Dear colleague,

The focusing question for your doubling crystal has a closed answer, the one Boyd and Kleinman published in 1968. Here is the derivation, so that you can see which parts of it matter for a thin plate.

Premises and conventions

(a) The fundamental is a single-frequency TEM00 beam, angular frequency ω, power P1 inside the crystal, with its waist at the centre of a lossless crystal of length L. The beam axis is z, and the faces are at z = ±L/2.
(b) The fundamental is not depleted, P2 ≪ P1.
(c) Both waves are paraxial, and each diffracts as in an isotropic medium, of index n1 at ω and n2 at 2ω. The wave numbers in the crystal are k1 = n1ω/c and k2 = 2n2ω/c.
(d) The fundamental is one polarisation eigenwave whose energy flows along z. The harmonic energy may walk off at a small angle ρ towards x, as in ooe phase matching. Factors cos ρ are set to 1.

Units are SI. Each real field is E = ½A exp[i(kz − ωt)] + c.c., so the intensity is I = ½ n ε0 c |A|². The nonlinear polarisation is P = 2ε0 d E², that is d = χ(2)/2. Squaring E gives a 2ω part ¼A1² exp[2i(k1z − ωt)] + c.c., so in the same ½-convention the polarisation amplitude is ε0 deff A1², where deff is the tensor projected on the polarisations.

Step 1. Envelope equation

Insert the harmonic into ∇²E − (n²/c²)∂t²E = μ0 ∂t²P and drop ∂z²A2 against k2 ∂zA2, by premise (c):

2i k2 ∂zA2 + ∇⊥²A2 = −(4ω²/c²) deff A1² exp(iΔk z), Δk = 2k1 − k2.

Divide by 2ik2. Walk-off means that a plane-wave component with transverse wave vector q has longitudinal wave number k2 − ρ qx − q²/(2k2), which adds a term ρ∂x:

(1) ∂zA2 + ρ ∂xA2 − (i/2k2)∇⊥²A2 = iκ A1² exp(iΔk z), κ = 2ω² deff/(c² k2) = ω deff/(n2 c).

Step 2. The fundamental

By (b), A1 obeys the free equation 2ik1 ∂zA1 + ∇⊥²A1 = 0. Substitution confirms the solution

(2) A1 = A0 (1 + iτ)⁻¹ exp{−r²/[w0²(1 + iτ)]}, τ = 2z/b, b = k1 w0².

Here w0 is the 1/e² intensity radius at the waist and b is the confocal parameter, twice the Rayleigh length, taken inside the crystal. The far-field half-angle is δ0 = 2w0/b. At the waist ∫exp(−2r²/w0²) d²r = πw0²/2, hence

(3) A0² = 4P1/(π n1 ε0 c w0²).

Step 3. The source in transverse Fourier space

Write A1² = A0² (1 + iτ)⁻¹ u, with u = (1 + iτ)⁻¹ exp{−2r²/[w0²(1 + iτ)]}. The Gaussian integral ∫exp(−r²/a − iq·r) d²r = πa exp(−aq²/4), valid for Re a > 0, with a = w0²(1 + iτ)/2, gives

ũ = (πw0²/2) exp[−q²w0²(1 + iτ)/8].

One factor (1 + iτ)⁻¹ has cancelled. The other survives, and it carries the physics of focusing: its modulus is the weakening of the drive away from the waist, and its phase −arctan τ is the excess of the Gouy phase of the source (twice arctan τ) over that of a free harmonic beam (once arctan τ).

Step 4. Integration along the crystal

In Fourier space (1) is an ordinary first-order equation in z for each q. With Ã2 = 0 at the entrance face,

Ã2(q, L/2) = iκA0² ∫dz exp(iΔk z)(1 + iτ)⁻¹ ũ(q, z) exp{−i[ρqx + q²/(2k2)](L/2 − z)}.

Since w0²τ/8 = z/(4k1), the z-dependent, q-dependent phase of the integrand is ρqx z − εq²z/(4k1), with ε = 1 − 2k1/k2 = 1 − n1/n2.

Step 5. Power

Parseval's theorem gives P2 = ½ n2 ε0 c ∫|Ã2|² d²q/(2π)². Write |Ã2|² as a double integral over z and z′. The phases that depend only on the exit face cancel. The q-integral is again Gaussian, ∫exp(−aq² + isqx) d²q = (π/a) exp(−s²/4a), now with a = w0²(1 + iX)/4, s = ρ(z − z′) and X = ε(z − z′)/b = ε(τ − τ′)/2:

(4) (2π)⁻² (πw0²/2)² ∫d²q (…) = (πw0²/4)(1 + iX)⁻¹ exp{−ρ²(z − z′)²/[w0²(1 + iX)]}.

The quantity X measures how far source and harmonic diffract at different rates. For birefringent phase matching ε = −Δk/k2, of order 1/(bk2), and X is negligible. I set X = 0 now and return to it for poled crystals.

Define ξ = L/b, σ = bΔk/2, β = ρ/δ0 and B = βξ^½ = (ρ/2)(Lk1)^½. Then Δk z = στ, ρ²(z − z′)²/w0² = β²(τ − τ′)², and dz = (b/2)dτ. Collecting the factors,

P2 = ½ n2 ε0 c κ² A0⁴ (b/2)² (πw0²/4) J,

where J is the double integral over τ and τ′. Insert κ from (1) and A0² from (3). The prefactor becomes ω²deff²P1² b²/(2π ε0 c³ n1² n2 w0²). Using b²/w0² = k1 b = k1L/ξ,

(5) P2 = 2ω² deff² k1 L h P1²/(π ε0 c³ n1² n2),

(6) h = J/(4ξ) = (1/4ξ) ∫∫ exp[iσ(τ − τ′) − β²(τ − τ′)²] / [(1 + iτ)(1 − iτ′)] dτ dτ′,

with both variables running from −ξ to ξ. For a given crystal, L and B are fixed. The lens sets ξ, and angle or temperature sets σ.

Step 6. No walk-off

For B = 0 the double integral factorises:

(7) h = F²/(4ξ), F = ∫ exp(iστ)/(1 + iτ) dτ = 2∫₀^ξ (cos στ + τ sin στ)/(1 + τ²) dτ.

F is real because the integrand at −τ is the complex conjugate of that at τ.

Loose focus. The integrand expands as 1 + i(σ − 1)τ − (σ²/2 − σ + 1)τ² + …; the odd term integrates to zero, and squaring gives

(8) h = ξ{1 − (ξ²/3)[1 + (σ − 1)²] + …}.

So h = ξ to leading order. The best mismatch is σ = 1, which cancels the slope of the Gouy term at the waist, and there h = ξ(1 − ξ²/3). With h = ξ = L/(k1w0²), the wave number k1 drops out of (5):

(9) P2 = 2ω² deff² L² P1²/(π ε0 c³ n1² n2 w0²).

This can be checked without any diffraction theory. Dropping ∇⊥² and Δk in (1) gives A2 = iκLA1², so I2 = 2ω²deff²L²I1²/(ε0c³n1²n2) at each point, and for a Gaussian ∫I1² d²r = P1²/(πw0²). The product is (9). For mismatches with σ ≫ 1 and ξ ≪ 1 the denominator in (7) is 1, and h = ξ sinc²(ΔkL/2) with sinc x = sin x/x, since σξ = ΔkL/2.

Tight focus. For ξ → ∞ at fixed σ, close the contour. The only pole is at τ = i, so F → 2π exp(−σ) for σ > 0 and F → 0 for σ < 0. Thus h falls as π² exp(−2σ)/ξ. It rises as ξ and falls as 1/ξ, so there is a maximum between, and it wants Δk > 0.

The optimum. Because iτ/(1 + iτ) = 1 − 1/(1 + iτ), we have ∂F/∂σ = 2 sin(σξ)/σ − F. With φ = σξ, the condition ∂h/∂σ = 0 reads

(10) F = 2ξ sin φ/φ, which gives h = ξ (sin φ/φ)² at the tuned point.

The condition ∂h/∂ξ = 0 is F = 2ξ ∂F/∂ξ, and ∂F/∂ξ is the integrand of (7) at the end point, so F = 4ξ(cos φ + ξ sin φ)/(1 + ξ²). Equating this with (10) gives ξ² − 2φξ + 1 − 2φ cot φ = 0, or

(11) ξ = φ + (φ² − 1 + 2φ cot φ)^½.

The plus sign is the one for the main peak. It means σ < 1, as it must be, since the Gouy slope 1/(1 + τ²) that σ compensates never exceeds 1. With (11) inserted, (10) is one equation in φ, solved with a numerical quadrature of F. The root is φ = 1.63, and

ξ = 2.84, σ = 0.57, h = 1.068.

If you held Δk = 0 instead, (7) gives F = 2 arctan ξ and h = (arctan ξ)²/ξ. This is stationary where arctan ξ = 2ξ/(1 + ξ²), at ξ = 1.39, and there h = 0.645. In the laboratory one tunes for the most harmonic power, which finds the best σ automatically.

Step 7. Large walk-off

Put u = τ − τ′ and v = (τ + τ′)/2, which has unit Jacobian. The denominator of (6) is 1 + v² − u²/4 + iu, and v runs over |v| < ξ − |u|/2. For large β the Gaussian confines u to |u| ≲ 1/β. If this is small against 1, against ξ and against 1/|σ|, set u = 0 in the denominator and in the phase. The v-integral is then 2 arctan(ξ − |u|/2) ≈ 2 arctan ξ − |u|/(1 + ξ²). Using ∫exp(−β²u²)du = π^½/β and ∫|u| exp(−β²u²)du = 1/β², with β = B/ξ^½,

(12) h = π^½ arctan ξ/(2Bξ^½) − 1/[4B²(1 + ξ²)] + O(B⁻³).

The terms linear in u from the phase and the denominator are odd and vanish, so σ first enters at order B⁻³, and the tuning curve is broad. The leading term is proportional to the square root of the Δk = 0 function above, so it peaks at the same ξ = 1.39:

h → 0.712/B, with first correction −0.085/B².

The limit is approached from below, and the relative correction is 0.12/B. For ξ ≪ 1 the leading term equals ξ ℓa/L, with the aperture length ℓa = π^½ w0/ρ: slices further apart than about ℓa radiate into harmonic beams that no longer overlap, and they add in power rather than in amplitude. In the opposite corner, weak walk-off at loose focus, expand the Gaussian in (6). The mean of (τ − τ′)² over the square is 2ξ²/3 and βξ = ρL/(2w0), so h loses the fraction ρ²L²/(6w0²).

Step 8. Scaling with length

At fixed w0 and h = ξ, P2 grows as L², by (9). If you refocus for each length without walk-off, h stays at 1.068, w0 grows as L^½, and P2 grows as L. With large walk-off B grows as L^½, so Lh, and with it P2, grows only as L^½.

Step 9. Periodic poling

Let d alternate between +d33 and −d33 in domains of length Λ/2, with G = 2π/Λ ≈ k2 − 2k1. Over one domain ∫exp(−iGz)dz = −2i/G. Over the next the integral changes sign and so does d, so all domains add equally. With N = 2L/Λ domains the sum has modulus 2N/G = (2/π)L. Provided Λ ≪ b, so that the rest of the integrand is constant over a period, everything above holds with deff = (2/π)d33 and Δk replaced by 2k1 − k2 + G. Incomplete end domains alter the amplitude by a fraction of order 1/N. The grating does not alter diffraction, so ε = 1 − n1/n2 is now finite. In (4), with ρ = 0, (1 + iX)⁻¹ = (1 + X²)^(−½) exp(−i arctan X). To first order this replaces σ by σ − ε/2, which tuning absorbs. The modulus falls by X²/2, at most ε²ξ²/2, reached at the corners of the integration square.

Range of validity

Equations (5) and (6) hold when P2/P1 ≪ 1 (depletion lowers P2 by a fraction of that order), δ0² ≪ 1, ρ² ≪ 1, absorption over L is negligible, and there is no thermal lens or photorefractive distortion. The waist must be centred, the beam round and diffraction limited, and the faces free of multiple reflections. P2 follows the instantaneous P1², so a laser with several longitudinal modes gives a larger average than a single-frequency one, and pulses must be long against the group-delay difference across L. Type II matching, in which two fundamental polarisations have different indices and may separate, lies outside premise (d). Premise (c) also neglects the anisotropy of diffraction of an extraordinary wave, which I size below. The limit h = ξ needs ξ²/3 ≪ 1 and ρ²L²/(6w0²) ≪ 1, whereas (12) needs B ≫ 1 at ξ of order one.

Numbers for a thin KTiOPO4 plate

Take poled KTiOPO4, the beam along the crystal X axis and both waves polarised along Z, so that ρ = 0 by symmetry. The inputs are typical, approximate values: at λ = 1064 nm, n1 = 1.830; at 532 nm, n2 = 1.889; d33 = 15 pm/V. I choose L = 1 mm, w0 = 50 µm and P1 = 1 W inside the plate.

deff = (2/π) × 15 = 9.55 pm/V
Λ = λ/[2(n2 − n1)] = 9.0 µm, so N ≈ 222
ω = 1.77 × 10¹⁵ s⁻¹, k1 = 1.081 × 10⁷ m⁻¹
b = 27.0 mm, ξ = 0.0370, δ0 = 3.7 mrad
peak intensity 2P1/(πw0²) = 25 kW/cm²

The coefficient of L h P1² in (5) is 1.30 W⁻¹m⁻¹, which is 1.30 %/(W cm). With h = ξ the model gives

P2 = 1.30 W⁻¹m⁻¹ × 10⁻³ m × 0.0370 × (1 W)² = 48 µW.

The corrections are all small. Diffraction, ξ²/3, is 4.6 × 10⁻⁴. Depletion is of the order of P2/P1 = 4.8 × 10⁻⁵. The Gouy offset σ = 1 means ΔkL/2 = 0.037 rad, against π for the first zero of the sinc² curve, so you will not notice it. End domains matter at the level of 1/N in amplitude, a per cent or so in power. A walk-off of 4 mrad, put in only as an illustration, would cost ρ²L²/(6w0²) = 0.0011.

For scale, the optimum for the same plate has b = L/2.84 = 0.352 mm, w0 = 5.7 µm and δ0 = 32 mrad, and (5) gives 1.4 mW, about 29 times more. There δ0² = 0.001, and with ε = 0.031 the bound ε²ξ²/2 is 0.004. The anisotropy is larger than either. For a wave vector in the XZ plane and the field in that plane, kX²/nZ² + kZ²/nX² = ω²/c², so kX ≈ k − (nZ/nX)² kZ²/(2k), and diffraction along Z is faster by (nZ/nX)². With nX ≈ 1.74, a typical value at 1064 nm, that factor is 1.11. If the ratio is taken equal at both wavelengths, rescaling Z by nX/nZ restores the isotropic problem. A beam that is round in the scaled coordinates has the same h and a real area larger by nZ/nX = 1.05, so P2 is lower by that factor, and the tight-focus figure deserves no more than two digits. At w0 = 50 µm the anisotropy touches only the ξ²/3 term.

The 48 µW is the model's number, and it scales as d33². It refers to powers inside the plate. Uncoated faces transmit 4n/(n + 1)², which is 0.914 at 1064 nm and 0.905 at 532 nm, so for 1 W incident the single-pass output carries the factor 0.914² × 0.905 = 0.76, and a plane-parallel plate adds etalon fringes. As typical knowledge and not as a measurement, real poled KTiOPO4 with duty-cycle and domain-wall errors tends to fall below the ideal (2/π)d33 grating, by roughly 20 to 40 per cent in power, so the model figure is likely to be high by about that much. The dependence P2 ∝ L²/w0² is free of these uncertainties, and by (8) it holds as long as ξ²/3 stays small.